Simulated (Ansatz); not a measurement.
## Ligand exchange: Sc(CH3)(NH2)2 + GaH2(NH2) → Sc(NH2)3 + GaH2(CH3)

Species: Sc(CH3)(NH2)2, singlet; GaH2(NH2), singlet; Sc(NH2)3, singlet; GaH2(CH3), singlet. The partners trade CH3 for NH2: Sc–CH3 and Ga–NH2 bonds give way to Sc–NH2 and Ga–CH3.

Shapes, held fixed at every level: PBE0-D4/def2-TZVP. Flexible molecules stand in one conformer, not always the lowest. Programs: Ansatz 0.2.0. Electronic energies: no zero-point or thermal term.

```csv
level,kind,ΔE (kJ/mol),less CCSD(T)/def2-TZVPP
HF/def2-SVP,Hartree–Fock,-50.1,+3.5
SPW92/def2-TZVPP,LDA,-49.6,+4.0
BHLYP-D4/def2-TZVPP,global hybrid,-55.0,-1.4
wB97X-V/def2-TZVPP,range-separated hybrid,-52.9,+0.7
MP2/def2-TZVPP,perturbation theory,-55.3,-1.7
CCSD/def2-SVP,coupled cluster or CI,-44.6,+9.0
CCSD/def2-TZVPP,coupled cluster or CI,-53.7,-0.1
CCSD(T)/def2-TZVPP,coupled cluster or CI,-53.6,0.0
```

The highest level, CCSD(T)/def2-TZVPP, gives ΔE = -53.6 kJ/mol; the levels span -55.3 to -44.6. The column of differences is taken from that level and isn't an error. No measured value is set beside it here. Relativity is left out for Ga. Outer-core shells of Ga, Sc are correlated in most correlated rows, in sets that cover them unevenly.

The exchange is exothermic at every level: amide goes to scandium and methyl to gallium. The likely reason is the contrast between a hard, strongly electropositive d0 centre and a more electronegative p-block metal. Sc(III) gains from the polar Sc–N bond and from nitrogen lone-pair donation into its empty d orbitals, which methyl cannot match, whereas gallium forms a more covalent bond to carbon and its empty 4p orbital is probably the weaker π acceptor. The two amides already on scandium compete for the same acceptor orbitals, yet a third is still favoured.

Because the number of metal–carbon and metal–nitrogen bonds is conserved, much of the correlation energy should cancel. Triples barely matter in the larger basis, while CCSD shifts from -44.6 to -53.7 kJ/mol on going from def2-SVP to def2-TZVPP. The closeness of Hartree–Fock in the small basis may therefore be partly fortuitous. These monomer energies don't settle the preference in condensed phases, where amide bridging could stabilise either side.
